# Band structure of a one-dimensional exchange magnonic crystal

A permalloy film in which implanted stripes have a lower saturation magnetization $M_s$ acts on spin waves much as a distributed Bragg reflector acts on light. This text derives the band structure, the gap widths and the reflectance for the case where exchange sets the dispersion.

## Premises and conventions

1. The film lies in the $xy$ plane and has thickness $d$. Stripes run along $y$. Region 1 (as grown, width $a_1$) and region 2 (implanted, width $a_2$) alternate along $x$ with period $a=a_1+a_2$. $M_s$ and the exchange stiffness $A$ are constant in each region and uniform through the thickness.
2. A field $B_0>\mu_0M_s$ along the film normal $z$ saturates the film. Crystalline and surface anisotropy are neglected.
3. The film is thin, $d\ll a_1,a_2$, so the demagnetizing field is taken as local, $-\mu_0M_s(x)\,m_z\hat z$.
4. $\mathbf m=\mathbf M/M_s$ is the **unit** vector. It depends on $x$ only and tilts little from $\hat z$.
5. The film is one continuous metal, so exchange couples the regions fully. The $g$ factor is uniform, $\gamma=g\mu_B/\hbar>0$, time dependence is $e^{-i\omega t}$, and $E=\hbar\omega$.

## Step 1: wave equation

The energy density is
$$w=A|\partial_x\mathbf m|^2-M_sB_0m_z+\tfrac12\mu_0M_s^2m_z^2 .$$
The effective field is $-1/M_s$ times the functional derivative of the energy with respect to $\mathbf m$. One integration by parts in the exchange term gives
$$\mathbf B_{\rm eff}=\frac{2}{M_s}\partial_x(A\,\partial_x\mathbf m)+(B_0-\mu_0M_sm_z)\hat z .$$
The Landau-Lifshitz-Gilbert equation with damping constant $\alpha$ is
$$\dot{\mathbf m}=-\gamma\,\mathbf m\times\mathbf B_{\rm eff}+\alpha\,\mathbf m\times\dot{\mathbf m}.$$
To first order in the tilt, $m_z=1$. Define the internal field $B_i=B_0-\mu_0M_s$ and call the transverse exchange field $\mathbf b$. The precession term gives $\dot m_x=-\gamma(B_im_y-b_y)$ and $\dot m_y=\gamma(B_im_x-b_x)$. The damping term is $\alpha\hat z\times\dot{\mathbf m}=\alpha(-\dot m_y,\dot m_x)$. For $\psi=m_x-im_y$ these combine to
$$(1+i\alpha)\dot\psi=-i\gamma\left[B_i\psi-\frac{2}{M_s}(A\psi')'\right].$$
Setting $\alpha=0$ until Step 6,
$$(A\psi')'+Ak^2\psi=0,\qquad k^2=\frac{E-g\mu_BB_i}{D},\qquad D=\frac{2g\mu_BA}{M_s}.$$
In each region the dispersion is a parabola, $E=g\mu_BB_j+D_jk_j^2$, where $B_j$ is the internal field of region $j$. Lowering $M_s$ raises the band bottom $g\mu_BB_j$, which is the magnetic counterpart of a band offset.

## Step 2: interface conditions

A jump in $\mathbf m$ would make $\int A|\partial_x\mathbf m|^2dx$ diverge, so $\psi$ is continuous. Integrate the wave equation from $x_0-\epsilon$ to $x_0+\epsilon$ across an interface. The term $Ak^2\psi$ is bounded, so its integral vanishes as $\epsilon\to0$, and $J=A\psi'$ is continuous. These conditions have the form of the BenDaniel-Duke conditions of heterostructures, with $A$ in place of the inverse effective mass. They hold for the unit vector. The transverse magnetization $M_s\psi$ jumps at the interface.

For real $k^2$, $(\psi^*J)'=A|\psi'|^2-Ak^2|\psi|^2$ is real, so ${\rm Im}(\psi^*J)$ is independent of $x$. It is the conserved flux.

## Step 3: transfer matrix and exact dispersion relation

In region $j$, starting at $x=0$, the solution is $\psi(x)=\psi(0)\cos k_jx+[J(0)/Z_j]\sin k_jx$, with the impedance $Z_j=A_jk_j$. Differentiating gives $J(x)$. Across the width $a_j$, with $\phi_j=k_ja_j$,
$$\begin{pmatrix}\psi\\J\end{pmatrix}_{a_j}=T_j\begin{pmatrix}\psi\\J\end{pmatrix}_{0},\qquad T_j=\begin{pmatrix}\cos\phi_j&Z_j^{-1}\sin\phi_j\\-Z_j\sin\phi_j&\cos\phi_j\end{pmatrix}.$$
Both components are continuous, so interfaces need no matrix and one period is $T=T_2T_1$. With $r=Z_1/Z_2$ the diagonal elements are
$$T_{11}=\cos\phi_1\cos\phi_2-r\sin\phi_1\sin\phi_2,\qquad T_{22}=\cos\phi_1\cos\phi_2-r^{-1}\sin\phi_1\sin\phi_2 .$$
A Bloch wave is an eigenvector of $T$ with eigenvalue $e^{iKa}$. Since $\det T_j=1$, the two eigenvalues multiply to one. They are $e^{\pm iKa}$, and their sum is the trace:
$$\boxed{\cos Ka=\cos k_1a_1\cos k_2a_2-\frac12\left(r+\frac1r\right)\sin k_1a_1\sin k_2a_2,\qquad r=\frac{A_1k_1}{A_2k_2}}$$
Energies at which the right side lies between $-1$ and $1$ form bands. Elsewhere $K=n\pi/a+is$ with real $s$, and the wave is evanescent. Between the two band bottoms $k_2$ is imaginary and the relation still holds, as in the Kronig-Penney model.

From $Z^2=AM_s(E-g\mu_BB_i)/2g\mu_B$ the contrast splits into three parts:
$$\ln r=\frac12\left[\ln\frac{A_1}{A_2}+\ln\frac{M_{s1}}{M_{s2}}+\ln\frac{E-g\mu_BB_1}{E-g\mu_BB_2}\right].$$

## Step 4: gaps for weak modulation

Use $\tfrac12(r+1/r)=\cosh(\ln r)$ to rewrite the relation exactly as
$$\cos Ka=\cos(\phi_1+\phi_2)-[\cosh(\ln r)-1]\sin\phi_1\sin\phi_2 .$$
Define the Bragg energy $E_n$ by $\phi_1+\phi_2=n\pi$. Near it put $\phi_1+\phi_2=n\pi+\delta a$ and $K=n\pi/a+q$. Treat $\delta a$, $qa$ and $\ln r$ as small and keep second order. Then $\cosh(\ln r)-1\approx\tfrac12\ln^2r$. Because that factor is already second order, the Bragg value $\sin\phi_2=-(-1)^n\sin\phi_1$ suffices. Dividing by $(-1)^n$,
$$1-\tfrac12q^2a^2=1-\tfrac12\delta^2a^2+\tfrac12\ln^2r\,\sin^2\phi_1 ,$$
$$q^2=\delta^2-|\kappa_n|^2,\qquad|\kappa_n|=\frac{|\ln r\,\sin\phi_1|}{a}\bigg|_{E_n}.$$
The gap is $|\delta|<|\kappa_n|$. To convert it to energy, use $dk_j/dE=1/\hbar v_j$ with $\hbar v_j=2D_jk_j$:
$$\delta=\frac{E-E_n}{\hbar v_g},\qquad\frac{a}{v_g}=\frac{a_1}{v_1}+\frac{a_2}{v_2}.$$
The full width of the gap at $K=n\pi/a$ is
$$\boxed{\Delta E_n=2\hbar v_g|\kappa_n|,\qquad\Delta\omega_n=2|\kappa_n|v_g}$$
A gap closes when $r=1$ (impedance match) or when $\phi_1$ is a multiple of $\pi$. For $\phi_1=\phi_2$ (the quarter-wave stack at $n=1$) odd gaps are largest and even gaps close.

## Step 5: coupled waves and reflectance

Define forward and backward amplitudes by $\psi=Z^{-1/2}(u+v)$ and $J=iZ^{1/2}(u-v)$, so that the flux is $|u|^2-|v|^2$. Let $\chi=Z'/2Z$. Inserting $\psi'=J/A$ and $J'=-Ak^2\psi$ gives
$$(u+v)'=\chi(u+v)+ik(u-v),\qquad(u-v)'=-\chi(u-v)+ik(u+v),$$
and therefore, for any profile with real $k$,
$$u'=iku+\chi v,\qquad v'=-ikv+\chi u .$$
Let $k_B(x)$ be the local wavenumber at $E_n$ and $\theta(x)=\int_0^xk_B\,dx'$. Put $u=Ue^{i\theta}$ and $v=Ve^{-i\theta}$. Then $U'=i(k-k_B)U+\chi e^{-2i\theta}V$, and $V'$ has the conjugate coefficients. Since $\theta(x+a)=\theta(x)+n\pi$, the coefficients are periodic. For $|\ln r|\ll1$ and $|\delta|a\ll1$ the envelopes change little within a period, so the coefficients may be replaced by their averages:
$$U'=i\delta U+\kappa V,\qquad V'=\kappa^*U-i\delta V,\qquad\kappa=\frac1a\int_0^a\chi e^{-2i\theta}dx .$$
For sharp stripes $\chi$ is a delta function of weight $-\tfrac12\ln r$ at $x=a_1$ and of weight $+\tfrac12\ln r$ at $x=a$. Hence $\kappa=(\ln r/2a)(1-e^{-2i\phi_1})$, whose modulus is the $|\kappa_n|$ of Step 4.

Differentiating once more gives $V''=s^2V$ with $s^2=|\kappa|^2-\delta^2$. Take $N$ periods, $L=Na$, with as-grown film on both sides and a wave incident from the left, so that $V(L)=0$. Then $V=C\sinh s(L-x)$ and $\kappa^*U=V'+i\delta V$, so
$$\frac{V(0)}{U(0)}=\frac{\kappa^*\sinh sL}{-s\cosh sL+i\delta\sinh sL},\qquad R=\frac{|\kappa|^2\sinh^2sL}{s^2\cosh^2sL+\delta^2\sinh^2sL}.$$
At the gap centre $\delta=0$ and $s=|\kappa|$:
$$\boxed{R_{\max}=\tanh^2(|\kappa|L)}$$
Flux conservation gives the transmittance $1-R$. The $\tanh^2$ law is the lossless peak value. Off centre the full expression applies.

For a quarter-wave stack the law is exact at any contrast. There $T={\rm diag}(-r,-1/r)$, so $T^N$ scales $\psi$ by $(-r)^N$ and $J$ by $(-r)^{-N}$. On the left $\psi=1+\rho$ and $J=iZ_1(1-\rho)$, and on the right $J=iZ_1\psi$. This gives $(1-\rho)/(1+\rho)=r^{2N}$, so $\rho=-\tanh(N\ln r)$, and $N|\ln r|=|\kappa|L$.

## Step 6: damping

By Step 1, damping replaces $E$ by $E(1+i\alpha)$, so $\delta\to\delta+i\eta$ with $\eta=\alpha E/\hbar v_g$, the amplitude decay rate per length for uniform $\alpha$. At the gap centre the amplitude ratio of Step 5 gives
$$R=\left[\frac{|\kappa|\tanh sL}{s+\eta\tanh sL}\right]^2,\qquad s=\sqrt{|\kappa|^2+\eta^2}.$$
A gap is resolved when $|\kappa|>\eta$, that is $\Delta E_n>2\alpha E_n$.

## Range of validity

**Exact relation.** It needs premises 1 to 5 and a continuum, with wavelengths far above the lattice constant. The first thickness mode, at $D(\pi/d)^2$ above the uniform one, must be out of range.

**Weak-modulation results.** They need $|\ln r|\ll1$ and $|\delta|a\ll1$. The $\tanh^2$ law also needs $\eta\ll|\kappa|$.

**Static dipolar field.** A component $M\cos Gx$ of $M_z$ puts surface charges $\pm M\cos Gx$ on the faces $z=\pm d/2$. Each sheet produces a normal field of half its charge density, decaying as $e^{-G|z\mp d/2|}$. The thickness average is $-N_{zz}M\cos Gx$ with
$$N_{zz}(G)=\frac{1-e^{-Gd}}{Gd}.$$
The $n$-th gap uses $G=2\pi n/a$, so the third term of $\ln r$ is reduced by about this factor.

**Dynamic dipolar field.** The wave has $N_{yy}=0$, and the three factors sum to one, so $N_{xx}=P=1-N_{zz}(k)$. This stiffens $m_x$ only. The linear equations become $\hbar\dot m_x=-E_0m_y$ and $\hbar\dot m_y=(E_0+g\mu_B\mu_0M_sP)m_x$, where $E_0$ is the exchange result, so $E^2=E_0(E_0+g\mu_B\mu_0M_sP)$.

**Edge blur.** If lateral straggle convolves the profile with a Gaussian of standard deviation $\sigma$, then $\kappa$, which for $\theta\approx Gx/2$ is a Fourier component at $G$, is multiplied by $e^{-G^2\sigma^2/2}$.

**Amplitude.** A cone angle $\vartheta$ weakens the demagnetizing field and raises $E$ by $g\mu_B\mu_0M_s(1-\cos\vartheta)$, which must stay well below the gap.

**Geometry.** For in-plane magnetization the precession is strongly elliptical and the scalar equation fails unless $k\ell_{\rm ex}\gg1$, with $\ell_{\rm ex}^2=2A/\mu_0M_s^2$. Implanted permalloy crystals typically have periods of hundreds of nm or more and in-plane magnetization. Dipolar fields then govern the dispersion and these formulas do not apply.

## Numerical illustration

Typical permalloy inputs at 300 K are $M_{s1}=800$ kA/m, $A_1=13$ pJ/m and $g=2.1$, which give $g\mu_B=121.6$ µeV/T and $\ell_{\rm ex}=5.7$ nm. Assumed inputs are $M_{s2}=0.95M_{s1}$, $A\propto M_s^2$, $a_1=a_2=20$ nm, $d=3$ nm, $B_0=1.20$ T, $N=10$, $\alpha=0.01$ and $\sigma=5$ nm. The first Bragg condition $k_1a_1+k_2a_2=\pi$ is met at $E_1=50.6$ µeV (12.24 GHz).

| | region 1 | region 2 |
|---|---|---|
| $A$ (eV/nm) | 0.0811 | 0.0732 |
| $D$ (meV nm$^2$) | 3.95 | 3.75 |
| $g\mu_BB_j$ (µeV) | 23.7 | 29.8 |
| $k_j$ at $E_1$ (nm$^{-1}$) | 0.0826 | 0.0745 |
| $\phi_j$ at $E_1$ (rad) | 1.652 | 1.490 |
| $v_j$ at $E_1$ (m/s) | 991 | 850 |

The contrast is $r=1.228$ and $\ln r=0.2055$, of which 0.0769 comes from the $A$ and $M_s$ terms and 0.1286 from the internal field. With $\sin\phi_1=0.9967$, $|\kappa_1|a=0.2049$, so $|\kappa_1|=5.12$ µm$^{-1}$ and the amplitude penetration depth is 195 nm. The group velocity is $v_g=915$ m/s, or $\hbar v_g=602$ µeV nm. The weak-modulation gap is $\Delta E_1=6.17$ µeV.

Solving $\cos Ka=-1$ in the exact relation puts the edges at 47.3 and 53.6 µeV, a width of 6.22 µeV (1.50 GHz, or 0.072 K, far below $k_BT=25.9$ meV). The weak formula is 0.8 per cent lower. The edges lie 3.3 µeV below and 3.0 µeV above $E_1$, mainly because $r$ grows toward low energy. The second gap, at 122 µeV, has a weak-modulation width of 0.07 µeV because $\phi_1$ is close to $\pi$, and it is hidden by $\alpha E_2=1.2$ µeV.

For $L=400$ nm, $|\kappa_1|L=2.05$ and $\tanh^2(|\kappa_1|L)=0.936$. The tenth power of the exact transfer matrix also gives 0.936. Damping gives $\eta=0.84$ µm$^{-1}$, or $\eta/|\kappa_1|=0.16$, and lowers the reflectance to about 0.68, so the lossless value is too high for this stack.

The neglected terms have these sizes:

- The thickness mode lies 4.3 meV higher and plays no part.
- A cone angle of 3 degrees shifts the energy by 0.16 µeV through the demagnetizing field (mean $M_s$), which is small.
- The dynamic dipolar field, with $P=0.109$ at $k=\pi/a$ and the mean $M_s$, raises the gap centre by about 6.1 µeV. This is as large as the gap itself. To first order in $P$ its slope adds about 13 per cent to $v_g$, which lowers $|\kappa_1|=\Delta E_1/2\hbar v_g$ at a given gap width.
- The static factor $N_{zz}(2\pi/a)=0.80$ acts on the field part, 63 per cent of $\ln r$, and narrows the gap by about 13 per cent.
- Edge blur multiplies the gap by 0.73.

The model's first gap is 6.2 µeV wide and lies around 50.6 µeV. The estimated static dipolar and blur factors together multiply the width by 0.64, to about 4 µeV, and the dynamic dipolar field moves the centre up by about one model gap width. For a 3 nm film of 40 nm period the sharp-edged exchange model thus overstates the gap by roughly one half and places it too low.